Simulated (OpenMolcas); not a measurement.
**A ladder of methods for Si2H3OF (SMILES F[Si]O[SiH3])**

Si2H3OF: 7 atoms, total charge 0, spin state singlet. SMILES: `F[Si]O[SiH3]`. The shape is that of a PBE0-D4/def2-TZVP optimisation. This is one conformer, not always the lowest.

```tsv
atom	x (Å)	y (Å)	z (Å)
F	0.6393	-1.8295	1.6087
Si	-0.4287	-2.1655	0.4415
O	-0.5383	-0.7365	-0.3346
Si	-0.0256	0.8371	-0.4067
H	-0.7051	1.4807	-1.5555
H	-0.3857	1.5378	0.8500
H	1.4440	0.8758	-0.6033
```

Each level gives the dipole moment (D). The values are calculated.

```csv
level,kind,program,value (D),CPU time
HF/def2-SVPD,Hartree–Fock,OpenMolcas,1.14,17 s
SVWN5/def2-SVPD,LDA,OpenMolcas,1.08,31 s
BLYP/def2-SVPD,GGA,OpenMolcas,1.01,41 s
revPBE/def2-SVPD,GGA,OpenMolcas,1.03,44 s
TPSS/def2-SVPD,meta-GGA,OpenMolcas,1.05,56 s
B3LYP/def2-SVPD,global hybrid,OpenMolcas,1.05,37 s
M06-2X/def2-SVPD,hybrid meta-GGA,OpenMolcas,1.06,48 s
PBE0/def2-SVPD,global hybrid,OpenMolcas,1.07,37 s
```

The values span 1.01 to 1.14 D. Magnitudes only. Times are those of the runs behind each value, whatever else they computed, on shared processors of several kinds: orders of magnitude only.

The dipole moment depends little on the treatment of exchange and correlation: every density functional falls between 1.01 and 1.08 D, with Hartree–Fock above them all at 1.14 D. Its modest size, despite strongly polar Si–F and Si–O bonds, probably reflects vector cancellation. The lone pair on the divalent silicon points away from fluorine and oxygen and opposes their bond dipoles, while the hydridic hydrogens of the silyl group also pull electron density away from silicon.

Hartree–Fock lacks the correlation that usually moderates charge separation in such bonds, which suggests why it gives the largest value. Exact exchange alone does not order the series, however. B3LYP lies above BLYP, but it ties with TPSS, and SVWN5 exceeds all three hybrids. Because the nuclei are fixed, the spread reflects differences in electron density rather than structural relaxation. Close agreement among the functionals does not establish accuracy, since all share one basis set and no correlated wavefunction value is available to anchor them.
